The row that looks wrong is r2SCAN0-D4. It has the same 25% of exact exchange as PBE0-D4, yet it underbinds the molecule by 93 kJ/mol relative to an estimate of the CCSD(T) basis-set limit, against 21 for PBE0-D4. Its parent r2SCAN-D4, with no exact exchange at all, is only 7 kJ/mol too low. The ingredient that brings PBE closer to the reference drives r2SCAN away from it.

Atomization energies of CH5NOSiSn (SMILES N=[C]1O[SiH2][SnH2]1) in the gas phase, computed with Ansatz 0.2.0 using density functionals in def2-TZVPP at the PBE0-D4/def2-TZVP geometry, with def2 core potentials past Kr. The reference is a composite estimate of frozen-core CCSD(T) at the basis-set limit: Hartree-Fock and MP2 correlation are extrapolated from def2-TZVPP and def2-QZVPP, and the difference between CCSD(T) and MP2 is added from def2-TZVPP alone. All energies are electronic, without zero-point or spin-orbit terms.

```csv
functional,class,"exact exchange, short range (%)","exact exchange, long range (%)",atomization energy (kJ/mol),functional less CCSD(T) (kJ/mol),D4 term (kJ/mol)
SPW92,LDA,0,0,3907.9,565.7,n/a
PBE-D4,GGA,0,0,3419.1,76.8,-25.6
revPBE-D4,GGA,0,0,3317.4,-24.9,-69.0
BLYP-D4,GGA,0,0,3346.0,3.7,-55.0
r2SCAN-D4,meta-GGA,0,0,3335.0,-7.3,-6.0
B97M-V,meta-GGA,0,0,3361.8,19.5,n/a
r2SCANh-D4,global hybrid,10,10,3299.5,-42.8,-6.5
B3LYP-D4,global hybrid,20,20,3325.5,-16.8,-41.7
PBE0-D4,global hybrid,25,25,3321.0,-21.3,-21.8
r2SCAN0-D4,global hybrid,25,25,3249.1,-93.2,-7.3
HSE06-D4,screened hybrid,25,0,3323.2,-19.1,-20.6
BHLYP-D4,global hybrid,50,50,3190.7,-151.6,-35.8
CAM-B3LYP-D4,range-separated,19,65,3341.0,-1.3,-22.6
LC-wPBE,range-separated,0,100,3308.3,-34.0,n/a
wB97X-V,range-separated,17,100,3361.7,19.4,n/a
wB97M-V,range-separated,15,100,3338.2,-4.1,n/a
```

**From LDA to the GGAs.** The atomization energy compares free atoms with a molecule, so a functional errs when it treats the two unequally. In a free atom the density falls off steeply on every side; in a molecule the bonds fill part of that space and smooth the density. LDA ignores such gradients, leaves the atoms too high in energy and overbinds by 566 kJ/mol, or 17%. Gradient corrections lower the atoms more than the molecule, and in PBE-D4 the excess shrinks to 77 kJ/mol.

The low value of revPBE-D4 supports this picture. It shares its correlation part with PBE and differs in an exchange term that responds more strongly to gradients. Before dispersion is added, that change alone lowers the atomization energy by 145 kJ/mol. The D4 dispersion term, negative in the table because it stabilizes the molecule, then restores 69 kJ/mol. BLYP-D4 leans on dispersion in the same way: its close agreement with the reference includes 55 kJ/mol from D4.

**The global hybrids.** Around each electron lies a region that other electrons avoid, called its hole. In a real bond, when one electron is near the left atom, its partner tends to be near the right one, so the hole stays close to the electron. The exact exchange hole lacks this correlation and spreads over both atoms. Semilocal exchange, which sees only the density nearby, keeps its hole compact and so imitates the missing correlation.

Exact exchange removes that imitation, and the semilocal correlation left in the functional does not make up for it. A free atom has no second centre over which the hole could spread, so this loss arises in the bonds and lowers the atomization energy. This is the argument from theory; the numbers show the drop itself in the PBE, r2SCAN and BLYP families.

For a family in which only the exchange share changes, the picture becomes a straight line. With the orbitals held fixed, each percentage point replaces the same amount of semilocal exchange by exact exchange, in the atoms and in the molecule. Hence

$$D(a)=D(0)-aS,$$

where $D$ is the atomization energy without D4, $a$ the exact exchange in per cent and $S$ the loss per point. From r2SCAN to r2SCAN0, $D$ falls from 3329 to 3242 kJ/mol, so $S$ is about 3.5 kJ/mol. Ten points should therefore cost 35 kJ/mol and put r2SCANh at 3294 kJ/mol; the calculation gives 3293.

The r2SCANh row played no part in setting the line. Since the linear form is built into a hybrid, the agreement shows only that readjustment of the orbitals hardly bends the line. The analysis printed below gives the corresponding losses for the other two families.

The odd result for r2SCAN0-D4 now has its explanation. PBE and r2SCAN lose similar amounts per point, but PBE starts with an excess to spend and r2SCAN does not. For PBE-D4 the excess is used up at about 20% exact exchange, so PBE0-D4 slightly overshoots. The crossing is only as firm as the estimated reference, whose treatment of tin's outer core alone could move it by about 4 points. BHLYP-D4 puts 50% exact exchange into a parent that, with D4 included, already agreed with the reference, and ends 152 kJ/mol too low.

B3LYP-D4 lies above the line from BLYP to BHLYP because it is not simply BLYP with exact exchange. It also keeps 8% of local exchange, and with it a little of LDA's overbinding, which comes mainly from exchange. Without D4 the row lies 47 kJ/mol above the line, and 8% of the gap between SPW92 and BLYP is 49 kJ/mol. The match may be partly luck, since B3LYP also mixes in 19% of local correlation (here VWN-RPA, not the form used in SPW92), whose effect these rows do not separate. Scaling the whole gap by that 19%, as the output also does, gives 117 kJ/mol, but this is no fair measure of the effect, because the gap is mostly one of exchange.

**The screened and range-separated functionals.** Here the share of exact exchange changes with the distance between electrons, so a single percentage no longer describes the functional. HSE06 fades it out gradually over several ångström and puts semilocal exchange in its place. Without D4 it differs from PBE0 by only 3 kJ/mol, so at a 25% share the choice between the two kinds of exchange at larger distances hardly changes the binding here. LC-wPBE does the reverse: exact exchange grows with distance and outweighs semilocal exchange already within a bond length. Semilocal exchange keeps the larger part only at the shortest distances, where much of the exchange energy arises. This may help to explain why the 100% at long range in LC-wPBE costs only 85 kJ/mol relative to PBE without D4, close to the cost of 25% at all distances in PBE0.

CAM-B3LYP-D4 binds more strongly than B3LYP-D4 despite its larger long-range share. Its modified short-range semilocal exchange may be the reason, but this is untested here. The functionals ending in -V carry a nonlocal correlation term in place of D4 and have flexible forms adjusted to reference data, so exchange share alone does not order them: B97M-V and wB97X-V, at opposite ends of the long-range scale, overbind by 19.5 and 19.4 kJ/mol.

For choosing a functional, the smallest differences deserve caution. The reference correlates tin's outer-core shells in basis sets that lack core-valence functions, which may shift it by roughly 16 kJ/mol over the four bonds to tin. It is also a composite estimate: the step from MP2 to CCSD(T) was computed only in def2-TZVPP, and the basis-set error left in that step is not measured here and comes on top. The first uncertainty alone leaves BLYP-D4, r2SCAN-D4, CAM-B3LYP-D4 and wB97M-V unranked. Such a shift could also bring functionals that now miss by about 20 kJ/mol level with them.

The analysis program printed:

```
Energies with the D4 term removed (kJ/mol):
           row  energy without D4  difference from CCSD(T) without D4
         SPW92               3908                               565.6
        PBE-D4               3394                               51.21
     revPBE-D4               3248                              -93.89
       BLYP-D4               3291                              -51.29
     r2SCAN-D4               3329                              -13.29
        B97M-V               3362                               19.51
    r2SCANh-D4               3293                              -49.29
      B3LYP-D4               3284                              -58.49
       PBE0-D4               3299                              -43.09
    r2SCAN0-D4               3242                              -100.5
      HSE06-D4               3303                              -39.69
      BHLYP-D4               3155                              -187.4
  CAM-B3LYP-D4               3318                              -23.89
       LC-wPBE               3308                              -33.99
       wB97X-V               3362                               19.41
       wB97M-V               3338                              -4.094
LDA overbinding as share of the reference (%): 16.93
SPW92 less PBE, without D4 (kJ/mol): 514.4
PBE less revPBE, without D4 (kJ/mol): 145.1
Loss from PBE to PBE0, without D4 (kJ/mol): 94.3
Loss per point of exact exchange, PBE family (kJ/mol): 3.772
Loss per point of exact exchange, r2SCAN family (kJ/mol): 3.488
Loss per point of exact exchange, BLYP to BHLYP (kJ/mol): 2.722
r2SCANh from the line r2SCAN to r2SCAN0, without D4 (kJ/mol): 3294
That prediction less the computed r2SCANh (kJ/mol): 1.12
HSE06 less PBE0, without D4 (kJ/mol): 3.4
Exchange share at which the PBE to PBE0 line meets the reference, with D4 (%): 19.57
Shift of that share by the reference uncertainty (points): 4.077
B3LYP above the BLYP to BHLYP line at 20%, without D4 (kJ/mol): 47.24
Rough estimate of it from 8% of SPW92 less BLYP (kJ/mol): 49.35
Rough estimate of it from 19% of SPW92 less BLYP (kJ/mol): 117.2
CAM-B3LYP less B3LYP, without D4 (kJ/mol): 34.6
LC-wPBE less PBE, without D4 (kJ/mol): -85.2
Rough reference uncertainty over four Sn bonds (kJ/mol): 16
Number of functionals within that uncertainty: 4
```
